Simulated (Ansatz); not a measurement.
## A series in volume scale on AgRh

Results calculated with Ansatz 0.2.0, not measured. Free energy against uniform scaling of the volume at fixed shape and fractions; periodic cell, basis, potentials, k mesh and filling as listed.

The cell before it is scaled or strained (space group P-6m2, No. 187):
```
AgRh
1.0
      2.7868     0.0000     0.0000
     -1.3934     2.4135     0.0000
      0.0000     0.0000     4.8246
Ag Rh
1 1
Direct
  0.00000 0.00000 0.50000
  0.66667 0.33333 0.00000
```

Settings of every row: functional PBE; dispersion none; potentials PAW; wave cutoff 489.8 eV; density cutoff 1959.2 eV; k mesh 10x10x5; k shift 0x0x0; occupations fermi dirac; smearing width 0.15 eV; spin none.

Limits: coarse k mesh, up to 40 meV an atom off; typed digits lower the symmetry; the cell comes from a prototype or a list of computed structures and needn't be the stable phase.

```csv
row,volume scale,V (Å³/atom),pressure (GPa),energy above lowest point (meV/atom)
1,0.9406,15.261,6.88,12.2
2,0.9703,15.743,?,?
3,1,16.225,-3.11,2.8
4,1.0297,16.707,-6.81,17.9
5,1.0594,17.189,-9.83,43.1
```

Question: what pressure should row 2 give?

Worked fit of pressure. Take u = (V_r/V)^(2/3) − 1 with V_r = 16.466 Å³ an atom, which is twice the finite (Eulerian) strain; such expansions in the strain, on which the Birch-Murnaghan equation of state is built, carry the rest volume and the bulk modulus. The shown rows have u = 0.05197, 0.00988, -0.00964, -0.02824. Least squares give pressure = −5.057 + 190.28 × u + 757.7 × u² GPa; a straight line predicts inner rows, each left out in turn, worse (root mean square 0.74 against 0.021 GPa). The rows lie off it by 0.00, -0.01, 0.01, 0.00. The pressure vanishes at u = 0.0242, or V = 15.88 Å³ an atom, and there the bulk modulus at fixed shape and fractions is B = −V dP/dV = (2/3)(1 + u) dP/du = 155 GPa. Letting shape and atoms relax would as a rule lower it, by much in layered, chain or molecular crystals. The withheld row has u = 0.03039, so the fit gives −5.057 + 190.28 × (0.03039) + 757.7 × (0.03039)² = 1.43 GPa.

The calculation gave 1.4 GPa. The fit lies 0.03 GPa (2.1 % of the value, 0.18 % of the column's range) above it; its largest miss of a shown row is 0.01 GPa.

The other values of row 2: energy above lowest point 0 meV/atom.
